In its lowest quartet state GeH has a well only about 95 kJ/mol deep, because hydrogen must bind to germanium through an electron pair that the free atom keeps closed. The same fact makes the stretched molecule simpler than a stretched bond usually is. The three unpaired electrons near the minimum are matched by three unpaired electrons on the separated atoms, so no pair has to be split between two distant atoms.

Ansatz 0.2.0, SC-NEVPT2/cc-pVTZ without relativity, for neutral GeH in its lowest quartet state, stretched from the PBE0/def2-TZVP geometry. The valence space has 5 electrons in 5 orbitals (Ge 4s and 4p, H 1s); the Ge core, including 3d, is frozen in the perturbation step. Energies are relative to the starting geometry at 1.572 Å.

```tsv
scan distance (Å)	NEVPT2 valence space, energy from the start of the scan (kJ/mol)
1.243	119.20
1.382	30.40
1.572	0.00
1.731	10.90
1.932	37.00
2.196	64.20
2.561	81.90
2.871	89.30
3.396	93.40
4.298	94.80
```

Energies are counted from the starting geometry, the row at 1.572 Å, and not from the first row. The curve itself has no irregular row. The high value at the shortest distance belongs to the inner wall, where the electron clouds overlap strongly and the Pauli principle pushes the atoms apart. Beyond the minimum the energy climbs fastest between 1.73 and 1.93 Å, then ever more slowly. The last step, almost an ångström long, adds only 1.4 kJ/mol, so the final row is nearly that of free atoms.

The atoms explain the shallow well. Germanium brings a closed 4s pair and two unpaired 4p electrons with parallel spins, and hydrogen brings one more electron. In the quartet the hydrogen spin is parallel to the other two, so hydrogen cannot pair with either 4p electron, as it does in the doublet ground state. It approaches along the axis and meets the closed 4s pair, which by itself would repel it.

Binding becomes possible when 4s mixes with the empty 4p orbital that points along the axis. One of the mixed orbitals leans towards hydrogen and holds a bonding pair; the other leans away and keeps a single electron. Three electrons that were a closed pair on germanium and a lone electron on hydrogen have become a bond and a lone electron on germanium. The bond must pay for opening the 4s pair, and the well depth is what remains. This is an argument from orbital theory, since the total energy does not come divided into such a cost and such a gain.

The calculation does carry a trace of the change. A single determinant has to describe the pair with one orbital, which works better for the bond near the minimum, and should work better for the 4s pair far out, than for the mixture in between. The energy gained by letting several determinants mix in the valence space is 50 kJ/mol at the minimum, rises to 66 at 1.93 Å and falls to 44 at 2.20 Å. The single determinant accordingly climbs too steeply and then flattens abruptly. Part of that sharp bend may come from a switch between two solutions for the determinant, which has not been tested.

Even in this middle region the molecule does not become a case of many equally important determinants. Up to 2.20 Å, the weakly occupied orbital holds at most 0.05 electron, whereas a bond pair pulled apart into two separate electrons would bring it close to one. The useful rule is to count unpaired spins before judging a stretched bond. If the separated atoms have as many as the molecule, all parallel, one main determinant can serve at both ends, though it may still be poor in the middle.

A simple model shows how differently the two ends of the curve behave. Let attraction fall off with distance as the overlap of the orbitals, roughly $e^{-sx}$, and repulsion as its square; $x$ is the distance beyond the minimum row and $s$ sets the decay. This gives a Morse curve, $E = c_0 + c_1e^{-sx} + c_2e^{-2sx}$, whose limit for separated atoms is $c_0$. Fitted to all ten rows, it follows them with a typical miss of 2 kJ/mol.

Fitted only to the five rows below 2 Å, the same formula heads for a much higher limit. At 2.561 Å, a row outside this fit, $x = 2.561 - 1.572 = 0.989$ Å, and with $s = 1.95$ per ångström the factor $e^{-sx}$ is 0.145. The energy is then $145.4 - 290.9\times0.145 + 145.9\times0.145^2 \approx 106$ kJ/mol, against a computed 82. The inner rows alone thus point to a stronger bond than the full curve shows. Their limit is not a real state of the atoms: germanium with its 4s pair open would lie several hundred kJ/mol higher still. But a well shaped by an opened pair may well aim too high. The real curve bends away to the lower limit, where the pair has closed again. The printed analysis after this text gives both fits.

The depth should not be read as the bond energy of GeH, since the quartet is an excited state. The calculation also leaves out relativity, which should make the well shallower in two ways. Spin-orbit coupling would lower the free germanium atom by roughly 12 kJ/mol and leave the quartet molecule almost untouched. The other relativistic effects hold the 4s pair more tightly, so opening it would cost more.

What stays open is how much of the overshoot really comes from the closing 4s pair. Five rows barely fix four constants, and a Morse curve drawn from the bottom of a well can overshoot for ordinary bonds too. The doublet ground state, in which hydrogen pairs with a 4p electron and the 4s pair stays largely closed, would be the natural comparison: a clearly smaller overshoot there would support the explanation.

Printed output of the fit:

```
NEVPT2 slope from the previous row, kJ/mol per angstrom: 1.382 -638.8, 1.572 -160, 1.731 68.55, 1.932 129.9, 2.196 103, 2.561 48.49, 2.871 23.87, 3.396 7.81, 4.298 1.552
NEVPT2 rise over the last step, kJ/mol: 1.4
distances of the six inner rows, angstrom: 1.243, 1.382, 1.572, 1.731, 1.932, 2.196
single determinant, energy from the start, six inner rows, kJ/mol: 104.2, 19.93, 0, 23.69, 59.31, 69.59
CASSCF, energy from the start, six inner rows, kJ/mol: 117.5, 28.98, 0, 13.25, 43.8, 75.6
single determinant less NEVPT2, energy from the start, six inner rows, kJ/mol: -15, -10.47, 0, 12.79, 22.31, 5.385
single determinant slope from the previous row, six inner rows, kJ/mol per angstrom: n/a, -606.3, -104.9, 149, 177.2, 38.92
lowering by the active space against the single determinant, six inner rows, kJ/mol: 36.78, 40.98, 50.03, 60.47, 65.53, 44.02
further lowering by the perturbation step, six inner rows, kJ/mol: 114.5, 114.8, 116.2, 118.5, 123, 127.6
electrons in the weakly occupied orbital, six inner rows: 0.01569, 0.01969, 0.02841, 0.03844, 0.05054, 0.04996
fit of e on 10 rows: constant 96.7 +/- 1.3, coefficient of exp(-s*x) -180.9 +/- 4, coefficient of exp(-2*s*x) 86.46 +/- 1.9, s 2.417; rms 2.05, worst 1.382 -3.35, leave-one-out rms 12.2
fit of e on 5 rows (r < 2): constant 145.4 +/- 1.7, coefficient of exp(-s*x) -290.9 +/- 3.3, coefficient of exp(-2*s*x) 145.9 +/- 1.4, s 1.95; rms 0.27, worst 1.572 0.427, leave-one-out rms 4.27
  rows outside the fit (model, value, miss): 2.196 72.06, 64.2, 7.86; 2.561 106.2, 81.9, 24.3; 2.871 123.2, 89.3, 33.9; 3.396 137.2, 93.4, 43.8; 4.298 144, 94.8, 49.2
Morse limit from all rows, above the start, kJ/mol: 96.7
Morse limit from the inner rows only, above the start, kJ/mol: 145.4
inner Morse limit less computed energy at the last row, kJ/mol: 50.61
spin-orbit lowering of the separated Ge atom, rough, kJ/mol: 11.54
```
